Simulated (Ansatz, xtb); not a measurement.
# Relative energy of two isomers of C2H7GeNO

Structure a is `N[C@@H]1O[C@@H]1[GeH3]`, a singlet and structure b is `N[C@@H]1O[C@H]1[GeH3]`, a singlet. Both are isolated molecules in the gas phase, relaxed with PBE0-D3(BJ)/def2-SVP; the shapes shown needn't be the lowest conformers.

a (Å):

```yaml
atoms:
  - { symbol: C, position_ang: [-1.0656, -0.0884, 0.2447] }
  - { symbol: C, position_ang: [-0.9606, -0.8738, -0.9929] }
  - { symbol: Ge, position_ang: [0.2957, -0.2756, -2.3786] }
  - { symbol: N, position_ang: [-0.2474, 1.0686, 0.3587] }
  - { symbol: O, position_ang: [-0.3809, -1.3052, 0.2353] }
  - { symbol: H, position_ang: [0.0388, 1.2231, 1.3239] }
  - { symbol: H, position_ang: [-0.7528, 1.8976, 0.0520] }
  - { symbol: H, position_ang: [-2.0129, -0.1263, 0.8106] }
  - { symbol: H, position_ang: [-1.8375, -1.4603, -1.3042] }
  - { symbol: H, position_ang: [1.7402, -0.3534, -1.8747] }
  - { symbol: H, position_ang: [0.1307, -1.1918, -3.6114] }
  - { symbol: H, position_ang: [-0.0486, 1.1624, -2.8140] }
```

b (Å):

```yaml
atoms:
  - { symbol: C, position_ang: [0.3629, -0.3443, -0.2396] }
  - { symbol: C, position_ang: [-0.9192, -0.4256, -0.9529] }
  - { symbol: Ge, position_ang: [-1.9316, 1.1662, -1.4652] }
  - { symbol: N, position_ang: [1.2966, -1.3937, -0.4108] }
  - { symbol: O, position_ang: [-0.8207, -0.6713, 0.4435] }
  - { symbol: H, position_ang: [2.0016, -1.3895, 0.3226] }
  - { symbol: H, position_ang: [1.7774, -1.3128, -1.3033] }
  - { symbol: H, position_ang: [0.7411, 0.6577, 0.0297] }
  - { symbol: H, position_ang: [-1.0613, -1.3388, -1.5500] }
  - { symbol: H, position_ang: [-1.7544, 1.4485, -2.9701] }
  - { symbol: H, position_ang: [-3.4236, 0.9476, -1.1632] }
  - { symbol: H, position_ang: [-1.4101, 2.3607, -0.6479] }
```

Estimate E(b) − E(a) at the level CCSD(T)/def2-SVP + ΔMP2/def2-TZVPP.

Too close to call at this level: CCSD(T)/def2-SVP + ΔMP2/def2-TZVPP gives E(b) − E(a) = +2.72 kJ/mol.

How the difference moves with the method:

```json
{"level": "GFN2-xTB", "geometry": "GFN2-xTB", "E(b) − E(a) (kJ/mol)": "+17.70", "departure from the last row (kJ/mol)": "+14.98", "job, with rough time for the two": "optimisation, 0.65 s"}
{"level": "HF/STO-3G", "geometry": "GFN2-xTB", "E(b) − E(a) (kJ/mol)": "−2.05", "departure from the last row (kJ/mol)": "−4.77", "job, with rough time for the two": "single point, 2 s"}
{"level": "r2SCAN-D4/def2-SVP", "geometry": "GFN2-xTB", "E(b) − E(a) (kJ/mol)": "−1.48", "departure from the last row (kJ/mol)": "−4.20", "job, with rough time for the two": "single point, 11 s"}
{"level": "PBE0-D3(BJ)/def2-SVP", "geometry": "PBE0-D3(BJ)/def2-SVP", "E(b) − E(a) (kJ/mol)": "+4.87", "departure from the last row (kJ/mol)": "+2.15", "job, with rough time for the two": "optimisation, 3.7 min"}
{"level": "HF/def2-SVP", "geometry": "PBE0-D3(BJ)/def2-SVP", "E(b) − E(a) (kJ/mol)": "+3.92", "departure from the last row (kJ/mol)": "+1.19", "job, with rough time for the two": "part of the CCSD(T) run"}
{"level": "MP2/def2-SVP", "geometry": "PBE0-D3(BJ)/def2-SVP", "E(b) − E(a) (kJ/mol)": "+5.33", "departure from the last row (kJ/mol)": "+2.60", "job, with rough time for the two": "part of the CCSD(T) run"}
{"level": "CCSD(T)/def2-SVP", "geometry": "PBE0-D3(BJ)/def2-SVP", "E(b) − E(a) (kJ/mol)": "+5.63", "departure from the last row (kJ/mol)": "+2.91", "job, with rough time for the two": "single point"}
{"level": "CCSD(T)/def2-SVP + ΔMP2/def2-TZVPP", "geometry": "PBE0-D3(BJ)/def2-SVP", "E(b) − E(a) (kJ/mol)": "+2.72", "departure from the last row (kJ/mol)": "", "job, with rough time for the two": "single point, 2.4 min"}
```

As drawn, both hold the same kinds of bond in the same numbers.

The largest departure from CCSD(T)/def2-SVP + ΔMP2/def2-TZVPP is that of GFN2-xTB, 14.98 kJ/mol. The last row adds to CCSD(T) the change of the MP2 difference between the two basis sets, here −2.91 kJ/mol.

With thermal terms from frequencies at re-optimised GFN2-xTB minima (ideal gas, soft modes damped towards free rotors, one conformer each, 298.15 K, 1 atm): on the last row, ΔE + ΔZPE = −0.05, ΔH = +1.71, ΔG = −4.08 kJ/mol.

The correlated steps freeze 13 core orbitals; the filled d shell of Ge is correlated, in a basis made for valence electrons. Run with Ansatz 0.2.0, xtb 6.7.1; the last row on 2 threads of AMD EPYC (Zen 3) on a shared host.

Isomer a carries the amino and germyl groups on the same face of the epoxide, and b carries them on opposite faces. Simple steric repulsion would favour b, yet the best electronic energy leans slightly towards a. In a, the nitrogen lies near germanium and roughly opposite one Ge–H bond, which suggests weak donation from its lone pair into the Ge–H σ* orbital, helped by electrostatic attraction to the electropositive germanium. Hartree–Fock in def2-SVP already gives +3.92 kJ/mol, so the lean towards a doesn't depend on electron correlation.

GFN2-xTB probably overbinds this N···Ge contact, which would explain its much larger preference for a. The change of sign from ΔH to ΔG is entropic and fits a freer, more open b. But if the contact is too tight in the GFN2-xTB minima, the soft modes of a are too stiff and the entropy gain of b is overstated. The numbers therefore support near-degeneracy of these two conformers, not a firm preference for either isomer at room temperature.
